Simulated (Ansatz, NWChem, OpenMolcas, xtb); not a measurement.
Ligand exchange: SiH3(CH3) + CH3FO → SiH3F + C2H6O

Species: SiH3(CH3) (methylsilane), singlet; CH3FO `OCF`, singlet; SiH3F `F[SiH3]`, singlet; C2H6O (ethanol) `CCO`, singlet. The partners trade CH3 for F: Si–CH3 and C–F bonds give way to Si–F and C–CH3.

Shapes, held fixed at every level: PBE0-D4/def2-TZVP. Flexible molecules stand in one conformer, not always the lowest. Programs: Ansatz 0.2.0, NWChem 7.3.0, OpenMolcas 26.06, xtb 6.7.1. A level may come from different programs for different species; with the same settings they agree closely. The zero-point and thermal change to 298 K, harmonic and unscaled (PBE0-D4/def2-TZVP), is +3.0 kJ/mol.

Problem. Estimate ΔH(298 K) of this reaction.

Solution. The highest level, CCSD(T)/CBS estimate, gives ΔH(298 K) = -139.5 kJ/mol; the levels span -188.1 to -116.5. The column of differences is taken from that level and isn't an error. No measured value is set beside it here. The CBS estimate extrapolates MP2 from def2-TZVPP and def2-QZVPP and adds CCSD(T) − MP2 in the triple-zeta set, cores frozen.

```tsv
level	kind	ΔH(298 K) (kJ/mol)	less CCSD(T)/CBS estimate
GFN2-xTB	semi-empirical	-188.1	-48.6
HF/def2-SVP	Hartree–Fock	-118.9	+20.6
PBE-D4/def2-TZVPP	GGA	-116.5	+23.0
r2SCAN-D4/def2-TZVPP	meta-GGA	-126.1	+13.4
B3LYP/6-31G* (spherical functions)	global hybrid	-123.8	+15.7
PBE0-D4/def2-TZVPP	global hybrid	-122.2	+17.3
MP2/def2-TZVPP	perturbation theory	-142.1	-2.6
CCSD/def2-SVP	coupled cluster or CI	-120.9	+18.6
CCSD(T)/CBS estimate	coupled cluster or CI	-139.5	0.0
```

Every level makes the exchange strongly exothermic, so its direction is secure, while its size depends on the method. The driving force is the preference of fluorine for silicon. The large electronegativity difference makes the Si–F bond strongly polar, and fluorine lone pairs can also donate into the σ* orbitals of the silyl group. Carbon, in turn, gains a C–C bond in place of the Si–C bond. Working against this, fluoromethanol loses its anomeric stabilisation, the donation from an oxygen lone pair into σ*(C–F), so the exchange is probably less exothermic than it would be with fluoromethane.

MP2 lies close to the highest level, whereas all four density functionals give too little exothermicity relative to it, and GFN2-xTB gives far too much. CCSD in the small basis stays near Hartree–Fock in the same basis, which suggests that its shortfall owes much to the basis set. The reaction enthalpy alone doesn't separate the Si–F contribution from the other bond changes.
